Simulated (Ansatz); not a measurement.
## A series in volume scale on Hf

All results are calculated (Ansatz 0.2.0). Periodic Kohn-Sham DFT of a crystal at fixed atoms, scaled to volume_scale times the given cell; pressure positive in compression, energy less spherical unpolarised free atoms, largest_vzz the field gradient of largest size among the nuclei.

The cell before it is scaled or strained (space group P6_3/mmc, No. 194):
```
Hf
1.0
      3.1967     0.0000     0.0000
     -1.5983     2.7684     0.0000
      0.0000     0.0000     5.0578
Hf
2
Direct
  0.33333 0.66667 0.25000
  0.66667 0.33333 0.75000
```

Settings of every row: method all-electron PAW; functional PBEsol; relativity scalar; k mesh 13x13x7; filling fermi-dirac; smearing width 0.05 eV; nucleus gaussian.

Atom start moment: 0 on all atoms.

Limits: field gradient without spin-orbit coupling on heavy atoms; no gap: field gradients move with the k mesh; no spin-orbit coupling on heavy atoms.

| row | volume scale | V (Å³/atom) | pressure (GPa) | largest V_zz (1e21 V/m^2) |
| --- | --- | --- | --- | --- |
| 1 | 0.94 | 21.037 | 3.267 | 10.46 |
| 2 | 0.98 | 21.933 | -1.588 | 9.593 |
| 3 | 1 | 22.38 | ? | ? |
| 4 | 1.01 | 22.604 | -4.695 | 8.862 |
| 5 | 1.04 | 23.275 | -7.405 | 8.091 |

Question: what pressure should row 3 give?

Worked fit of pressure. Take u = (V_r/V)^(2/3) − 1 with V_r = 22.268 Å³ an atom, which is twice the finite (Eulerian) strain; such expansions in the strain, on which the Birch-Murnaghan equation of state is built, carry the rest volume and the bulk modulus. The shown rows have u = 0.03864, 0.01016, -0.00993, -0.02906. Least squares give pressure = −3.1923 + 154.503 × u + 327.82 × u² GPa; a straight line predicts inner rows, each left out in turn, worse (root mean square 0.24 against 0.0017 GPa). The rows lie off it by 0.000, 0.001, -0.001, 0.000. The pressure vanishes at u = 0.0198, or V = 21.62 Å³ an atom, and there the bulk modulus at fixed shape and fractions is B = −V dP/dV = (2/3)(1 + u) dP/du = 114 GPa. Letting shape and atoms relax would as a rule lower it, by much in layered, chain or molecular crystals. The withheld row has u = -0.00334, so the fit gives −3.1923 + 154.503 × (-0.00334) + 327.82 × (-0.00334)² = -3.705 GPa.

The calculation gave -3.706 GPa. The fit lies 0.001 GPa (0.0094 % of the column's range) above it, one unit of the last digit.

The other values of row 3: largest V_zz 9.112 1e21 V/m^2.
